Question

The molecule H₂Al–AlH₂ is held flat and pulled apart, on paper, into two aluminium and four hydrogen atoms. The energy needed for this is the atomization energy. The table compares it at many levels of theory with a nearly exact reference in the same basis; a negative entry means that the level binds the molecule too weakly.

Errors in the atomization energy of planar singlet Al₂H₄, computed with Ansatz 0.2.0 in the cc-pVDZ basis at the PBE0/def2-TZVP geometry, without zero-point energy. The correlated wave-function levels keep the noble-gas cores frozen, and “valence” marks an active space of 10 electrons in 12 orbitals for the molecule.

```
           level  this level less the reference (RCCSDTQ, same basis) (kJ/mol)
             RHF                                                       -214.24
            RMP2                                                        -26.89
            CISD                                                        -39.23
           RCCSD                                                         -5.34
        RCCSD(T)                                                         -0.89
         BCCD(T)                                                         -0.70
          RCCSDT                                                         -0.38
       RCCSDT(Q)                                                         -0.07
  CASSCF valence                                                       -119.44
  NEVPT2 valence                                                        -48.13
  MRCISD valence                                                        -15.25
MRCISD+Q valence                                                         -5.88
           SPW92                                                        171.45
             PBE                                                         32.48
          r2SCAN                                                         76.52
            PBE0                                                         41.40
           B3LYP                                                         61.28
         wB97M-V                                                         84.35
          B2PLYP                                                         38.53
         RPA-PBE                                                        -26.10
```

RHF describes the molecule by one determinant and leaves out electron correlation. All wave-function levels in the table, from RHF to MRCISD+Q, bind too weakly, but by very different amounts. Three explanations are proposed.

A. The molecule is really two AlH₂ radicals with a weak bond between them, so it needs several determinants from the start.

B. Each level leaves out some share of the correlation energy, and this share is the same in the molecule and in the atoms.

C. The share left out differs between molecule and atoms, and this difference decides the placing of a level.

At the reference level the correlation energy is 467 kJ/mol in the molecule and 253 kJ/mol in the separate atoms. The molecular energy lies above the reference by the following amounts, called shortfalls here:

CASSCF: 264 kJ/mol
MP2 (RMP2 in the table): 119 kJ/mol
CISD: 46 kJ/mol

(a) Decide between A and B for RHF and CASSCF. (b) MP2 has a smaller error than CISD. Does it describe the molecule better? (c) Do the positive errors of most density functionals prove that these functionals overbind?

Model answer

(a) Correlation is the way in which electrons avoid each other, and it is strongest for two electrons that share an orbital. The separate atoms hold two such valence pairs, one in the 3s shell of each aluminium. The molecule holds five, one for each Al–H bond and one for the Al–Al bond. A level that neglects correlation therefore loses more in the molecule than in the atoms, and the bonds come out too weak even if nothing about the molecule is unusual.

The atomization energy is the energy of the atoms less that of the molecule. If a level lies too high in both, its error is

error = shortfall of the atoms − shortfall of the molecule

Suppose now, as B does, that the level leaves out the same fraction f of the correlation energy on both sides. RHF leaves out all of it, so f = 1 there, and for any other level

error = f × (error of RHF)

CASSCF lets the valence electrons spread freely over the valence orbitals, but leaves out most of the short-range avoidance that needs higher orbitals. For this level

f = 264 / 467 = 0.57
error = (264 / 467) × (−214 kJ/mol) ≈ −121 kJ/mol

The computed error is −119 kJ/mol. No constant was fitted; the RHF error and the molecular shortfall went in, and the CASSCF error did not. For RHF explanation B holds by definition, since all correlation is left out on both sides. For CASSCF it could have failed, because the shortfall of the atoms did not go in, and it holds well.

Explanation A fares badly. In a pair of nearly free radicals, two orbitals would hold about one electron each. In the CASSCF wave function of this molecule, five orbitals are within a tenth of an electron of being doubly filled, and the other seven hold less than a tenth of an electron each. CCSD, which starts from a single determinant, leaves out only about 2 % of the molecular correlation energy. The molecule is an ordinary closed-shell one, and the large CASSCF error comes from the short-range correlation that this level omits.

(b) No. The shortfall of the atoms follows from the table by adding the error to the molecular shortfall:

MP2: 119 − 27 = 92 kJ/mol
CISD: 46 − 39 = 7 kJ/mol

CISD is closer to the reference in the molecule and in the atoms alike. MP2 is wrong by a large amount on both sides, and most of it cancels in the difference. Here explanation C decides.

The two levels are unbalanced in opposite directions. CISD leaves out 10 % of the correlation energy in the molecule but only 3 % in the atoms, so its error is nearly twice what an equal share would give. MP2 leaves out 25 % in the molecule and 36 % in the atoms, which halves its error.

The imbalance of CISD can be understood from two hydrogen molecules far apart. CISD allows at most two electrons to be excited at once, which is exact within the basis for one H₂ with its two electrons. When both molecules are treated together, it forbids the case in which each has its pair excited at the same time, so the energy of the two is no longer the sum of the parts. Atomization meets the same fault, since the molecule has ten valence electrons in one calculation while each atom has at most three. The pairs in Al₂H₄ overlap and interact, so the comparison explains the direction of the effect and not its amount.

CCSD offers a control. It also works with single and double excitations, but it includes their products, and so admits several excited pairs at once. Its shares are nearly equal, 2.3 % in the molecule and 2.2 % in the atoms, and its error shrinks to about −5 kJ/mol. This is what the argument from the two hydrogen molecules leads one to expect.

Why MP2 does worse in the atoms is less certain. The empty 3p orbitals of aluminium lie close above the filled 3s orbital, and second-order perturbation theory is known to treat such near-degeneracy poorly. Bonding uses these 3p orbitals and may ease the problem. NEVPT2 supports this reading. It lets 3s and 3p mix in a CASSCF step before the second-order step, and the share left out falls from 36 % to 18 % in the atoms, but only from 25 % to 20 % in the molecule. This is no proof, since the second-order steps of the two methods also differ.

(c) No. Correlated wave-function methods build the avoidance of electrons out of empty orbitals, and a small basis offers too few of them. The reference itself therefore binds less strongly than it would in a large basis. Ordinary functionals take correlation from the density and suffer much less from this. Some or even all of a positive error can therefore come from the reference, and the small error of PBE doesn't show that PBE is the most accurate.

Comparing functionals with each other avoids the reference altogether. SPW92, which uses only the local density, binds the molecule by 139 kJ/mol more than PBE, which also uses the density gradient. Overbinding by the local density approximation is well known, and this large gap agrees with it. RPA-PBE, the only functional level with a negative error, builds its correlation from empty orbitals as the reference does, so the small basis weakens its binding too. The table can't tell how much of the negative error is due to the basis, because the reference is weakened as well, perhaps by a different amount. But RPA is known to bind many molecules too weakly even in large basis sets.

Remarks on the reasoning

Explanation A is tempting because CASSCF is the usual remedy for a molecule with several important determinants, and its large error looks like a sign of a difficult case. The inference runs the wrong way. If several determinants were the main trouble, CASSCF would have removed most of the RHF error, yet it removes only 44 %. Even this figure needs care, because CASSCF also improves the atoms; the orbital occupations are the firmer evidence.

An answer that rejects A because NEVPT2 has a larger error than MP2 earns no credit for that step. NEVPT2 adds second-order correlation to CASSCF, and its molecular shortfall of 92.5 kJ/mol is smaller than that of MP2. It merely profits less from cancellation. Anyone who has solved part (b) should see that a ranking by atomization error isn't a ranking by quality of the wave function.

Explanation B is a good first estimate for levels that treat molecule and atoms evenly. It comes within about 15 % of the computed error for CASSCF, NEVPT2 and CCSD. It gives only about half the error of CISD and of MRCISD, which is also limited in how many electrons it may excite. For the four levels with errors below 1 kJ/mol it gives no more than the order of magnitude.

MRCISD+Q shows that a correction can create an imbalance of its own. The term +Q estimates the simultaneous excitations that MRCISD omits, and it lowers the molecule by 15 kJ/mol, as it should. It also lowers the atoms by 5 kJ/mol, although they were less than 2 kJ/mol too high. The atoms end up below the reference, and this accounts for more than half of the remaining error of −6 kJ/mol. Explanation B would give only about −1 kJ/mol here, in proportion its worst failure in the table.

For a related closed-shell hydride, the same reasoning starts by counting the electron pairs that bonding creates, since these set the scale of the RHF error. The next step is to ask whether the chosen level treats a large system as well as a small one. The numbers above belong to one flat arrangement, which is expected to be the top of a barrier to rotation about the Al–Al bond and not the most stable form of Al₂H₄. They measure how the levels perform there, and not how stable the compound is.
